## When a poor method gives a good binding energy

The MP2 row looks wrong because it looks too good. Second-order perturbation theory misses the reference atomization energy of quartet H₂Al–Si by only 43 meV. CCSD, which treats the same double excitations far more completely, misses it by 81 meV. A better wave function has given a worse binding energy.

Atomization energy errors of neutral quartet AlH2Si at its PBE0/def2-TZVP geometry, without zero-point energy, from Ansatz 0.2.0 and Ansatz afq 1 (own AFQMC program). The basis is cc-pVDZ, the molecule's determinant is UHF, and noble-gas cores are frozen in the correlated levels. The noise does not include the bias of the phaseless (ph) constraint.

| level | this level less the reference (CCSDT(Q), same basis) (meV) | statistical noise, one standard error (meV) |
| --- | --- | --- |
| HF | -1134.0 | 0.00 |
| MP2 | -43.0 | 0.00 |
| CCSD | -81.0 | 0.00 |
| CCSD(T) | -17.0 | 0.00 |
| ph-AFQMC/HF | 168.0 | 36.00 |
| ph-AFQMC/CISD | 21.0 | 9.00 |
| released AFQMC | 24.0 | 10.00 |
| free AFQMC | -3.0 | 10.00 |

A negative error means that the level binds the molecule too weakly. The HF error is then easy to read: without electron correlation, about a sixth of the atomization energy is lost. From there the errors ought to shrink as more correlation is included. Two rows depart strongly from this pattern: MP2, and phaseless auxiliary-field quantum Monte Carlo (ph-AFQMC) with an HF trial, which binds too strongly by 168 ± 36 meV.

### One error made of two

An atomization energy is a difference, and so is its error. Let $a$ be the amount by which a level places the separate atoms too high in total energy, and $m$ the same amount for the molecule. The error in the table is

$$\Delta D = a - m .$$

The total energies of the molecule from the same calculations give $m$, and $a=\Delta D+m$ follows. Three limiting cases show what can happen.

In the first, a level recovers the same share of the correlation energy on both sides. If a fraction $x$ is still lacking, then $m=xC_m$ and $a=xC_a$, where $C_m$ and $C_a$ are the correlation energies of the molecule and of the atoms. The error becomes $-x(C_m-C_a)$. It shrinks smoothly towards zero as the method improves, and this is the simple pattern.

In the second case a level lacks the same amount of energy on both sides. The error then vanishes, however large that amount is. In the third, one side is treated exactly, and the whole error of the other side passes into the binding energy.

The first case serves as the smooth model. It contains no fitted constant: $C_m$ is 4224 meV, $C_a$ is 3090 meV, and their difference is the HF error of 1134 meV. The HF row is therefore reproduced by construction and tests nothing.

For MP2 the estimate runs as follows. The molecule lies 1079 meV too high, so $x=1079/4224\approx0.255$. Equal shares would give an error of $-0.255\times1134\approx-290$ meV. The table has −43 meV, so MP2 breaks the pattern by about 247 meV, in the direction of stronger binding.

### Why MP2 misses equal amounts

The atomic side explains the small MP2 error. The atoms lie 1036 meV too high, almost as much as the molecule, and the two deficits cancel. MP2 is thus close to the second limiting case. It recovers about 66% of the correlation energy in the atoms and 74% in the molecule, so the atoms are the harder problem for it.

Standard atomic theory suggests why. In free aluminium and silicon the two 3s electrons can avoid each other by moving together into 3p orbitals that are empty and close in energy. This mixing makes it more likely to find them on opposite sides of the nucleus. Second-order theory weighs each such excitation separately, against a gap taken from the HF orbitals, and leaves out the action of the excited configurations on one another. The HF gap is too large for this purpose, because an empty orbital is computed as if all the electrons were still in their old places and repelled the newcomer. Each contribution then tends to come out too small, and the misjudgement weighs most where the true gap is small.

Bonding changes which pairs have to be correlated. The separate atoms have two valence pairs, one in the 3s shell of aluminium and one in that of silicon; a hydrogen atom has a single electron and no correlation energy. The quartet molecule has nine valence electrons, six of one spin and three of the other, which allows three pairs. In a simple bonding picture these are the silicon 3s pair and two Al–H bonds.

The molecule therefore has one pair more than the atoms, which is probably the main reason why HF underbinds it. At the same time the difficult 3s pair of aluminium has been replaced by two bond pairs, whose empty antibonding orbitals should lie higher. Two easier pairs can lack about as much energy in MP2 as one difficult pair. The near-equal deficits are a result of the calculation; their origin in the aluminium 3s pair is an argument from theory that these data do not test.

### Why CCSD then looks worse

CCSD lets the double excitations act on one another and so removes most of the MP2 deficit. From MP2 to CCSD the atoms drop by 968 meV and the molecule by 930 meV. Both descriptions improve greatly, but the atoms gain 38 meV more. The binding energy falls by that difference, and the error grows from −43 to −81 meV.

What CCSD still lacks is mainly the joint motion of three electrons. Here too a limiting case helps: for two correlated electrons CCSD is exact. The free atoms are close to that limit, since aluminium has three valence electrons and silicon four. In the molecule nine valence electrons share one region of space, and many more groups of three can form.

CCSD is accordingly the better method for the atoms, and its error lies between the first and third limiting cases. Equal shares would give about −40 meV and exact atoms −149 meV. The (T) correction, which estimates the effect of triple excitations, lowers the molecule by 110 meV and the atoms by 46 meV. That difference brings the error down to −17 meV, within 7 meV of the smooth model.

### Why the HF trial overbinds

The second large break comes from a different kind of method. AFQMC projects out the lowest state by a random walk through determinants, whose contributions acquire complex phases. The phaseless constraint controls these phases with the help of a trial wave function. With an exact trial the constraint would do no harm; with an approximate one it leaves a bias that can have either sign and is not part of the quoted noise.

With the HF trial the molecule comes out 28 ± 34 meV too low, which is no resolved error. The atoms lie 140 meV too high, with a noise of about 13 meV. This is close to the third limiting case: the molecule is nearly right, and the atomic error appears almost whole as overbinding. The row departs from the smooth model by about 160 meV, more than four times its noise.

The likely cause resembles that of the MP2 break. A single determinant keeps both electrons of the atomic pair in 3s and contains none of the mixing with 3p. A CISD trial includes such double excitations, and with it the atomic error falls to about 7 meV. The comparison points to the trial as the source of the overbinding, although the molecular runs also differ in other settings and the atomic runs are not shown. That the 3s–3p mixing is the decisive part remains a guess. It does not explain by itself why the molecule, which keeps its silicon 3s pair, shows no resolved error; biases of opposite sign may cancel there.

With the CISD trial the error is 21 ± 9 meV, and releasing the constraint leaves it practically unchanged. Both values lie a little more than two standard errors above the reference, and the noise of the constrained run may be understated because its energy still drifts. The free walk, which has no constraint, agrees with the reference within its noise. That noise does not include whatever remains of the starting state, though the last energies of the molecular walk are flat within their errors. That agreement is not fully independent evidence, since CCSDT(Q) was accepted as the reference only where a released walk came close to it.

### Reading the sign of a break

The two large breaks have the same sign because in both the atoms receive the poorer treatment. Atoms placed too high make the molecule look more strongly bound. In MP2 this offsets a large underbinding and leaves a flattering result; in AFQMC with the HF trial there is little to offset, and the error stands exposed. CCSD breaks the pattern the other way, by about 41 meV, because it treats the atoms better than the molecule.

A small error in the binding energy therefore does not show that the total energies behind it are good, as the MP2 row demonstrates. Only the division between atoms and molecule reveals whether two large errors have cancelled.

These errors are measured within one modest basis and with frozen cores, so they rank the treatments of correlation and not their agreement with experiment. They also belong to the quartet, which need not be the ground state of the molecule. The printed output after this section gives the division between atoms and molecule for every row.

The analysis program printed:

```
Errors in total energy, shares of correlation, equal-share model:
             row  molecule error meV  atoms error meV  molecule share %  atoms share %  model error meV  table less model meV
              HF                4224             3090                 0              0            -1134                     0
             MP2                1079             1036             74.45          66.47           -289.7                 246.7
            CCSD               148.9             67.9             96.48           97.8           -39.97                -41.03
         CCSD(T)                38.7             21.7             99.08           99.3           -10.39                -6.611
     ph-AFQMC/HF                 -28              140             100.7          95.47            7.517                 160.5
   ph-AFQMC/CISD                 -14                7             100.3          99.77            3.758                 17.24
  released AFQMC               -22.4              1.6             100.5          99.95            6.013                 17.99
      free AFQMC                 3.6              0.6             99.91          99.98          -0.9664                -2.034
correlation energy of the molecule (meV): 4224
correlation energy of the free atoms together (meV): 3090
part of the molecular correlation already in the atoms (%): 73.15
HF underbinding as part of the reference atomization energy (%): 16.75
lowering of the atoms from MP2 to CCSD (meV): 968.2
lowering of the molecule from MP2 to CCSD (meV): 930.2
lowering of the atoms from CCSD to CCSD(T) (meV): 46.2
lowering of the molecule from CCSD to CCSD(T) (meV): 110.2
molecule, CCSD(T) less full CCSDT (meV): 32.5
molecule, CCSDT less CCSDT(Q) (meV): 6.2
AFQMC with HF trial, break from the model in units of its noise: 4.458
AFQMC with HF trial, noise of the atomic part (meV): 12.7
AFQMC, HF trial less CISD trial (meV): 147
noise of that difference (meV): 37.11
AFQMC, released less free (meV): 27
noise of that difference if independent (meV): 14.14
```
